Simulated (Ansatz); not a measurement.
**Ligand exchange: SiH2(CH3)Cl + Ge(CH3)3Cl → SiH2Cl2 + Ge(CH3)4**

Species: SiH2(CH3)Cl ((chlorosilyl)methane), singlet; Ge(CH3)3Cl (chlorotrimethylgermane), singlet; SiH2Cl2 (dichlorosilane (DCS)) `Cl[SiH2]Cl`, singlet; Ge(CH3)4 (tetramethylgermane), singlet. The partners trade CH3 for Cl: Si–CH3 and Ge–Cl bonds give way to Si–Cl and Ge–CH3.

Shapes, held fixed at every level: PBE0-D4/def2-TZVP. Programs: Ansatz 0.2.0. Electronic energies: no zero-point or thermal term.

Question: Estimate ΔE of this reaction.

Answer: The highest level, CCSD(T)/def2-TZVPP, gives ΔE = +16.3 kJ/mol; the levels span +16.3 to +24.6. The column of differences is taken from that level and isn't an error. No measured value is set beside it here. Relativity is left out for Ge. Outer-core shells of Ge are correlated in most correlated rows, in sets that cover them unevenly.

```csv
level,kind,ΔE (kJ/mol),less CCSD(T)/def2-TZVPP
PBE-D4/def2-TZVPP,GGA,+20.5,+4.2
BHLYP-D4/def2-TZVPP,global hybrid,+24.6,+8.3
r2SCAN0-D4/def2-TZVPP,global hybrid,+22.3,+6.0
wB97M-V/def2-TZVPP,range-separated hybrid,+20.5,+4.2
CCSD(T)/def2-SVP,coupled cluster or CI,+20.9,+4.6
CCSD/def2-SVP,coupled cluster or CI,+21.8,+5.5
CCSD/def2-TZVPP,coupled cluster or CI,+17.3,+1.0
CCSD(T)/def2-TZVPP,coupled cluster or CI,+16.3,0.0
```

Every level makes the exchange endothermic, so in energy chlorine is better placed on the trimethylgermyl centre and methyl on the chlorosilyl one. Si–Cl bonds are generally stronger than Ge–Cl bonds, which alone would favour the products, but Si–C bonds are also stronger than Ge–C bonds, and the two preferences largely offset each other. The substituents then probably tip the balance. Each reactant pairs electron-releasing methyl with electron-withdrawing chlorine on one centre, whereas the products separate them, leaving two chlorines to compete for electron density at silicon and a germanium with no acceptor to benefit from its four methyl groups.

The sign is well supported, the exact size less so. Going from the smaller to the larger basis lowers the coupled-cluster value by much more than adding triples does, suggesting that basis incompleteness matters more here than the correlation treatment beyond CCSD. A single exchange with unlike substituents on the two centres can't isolate an intrinsic preference of silicon or germanium for chlorine.
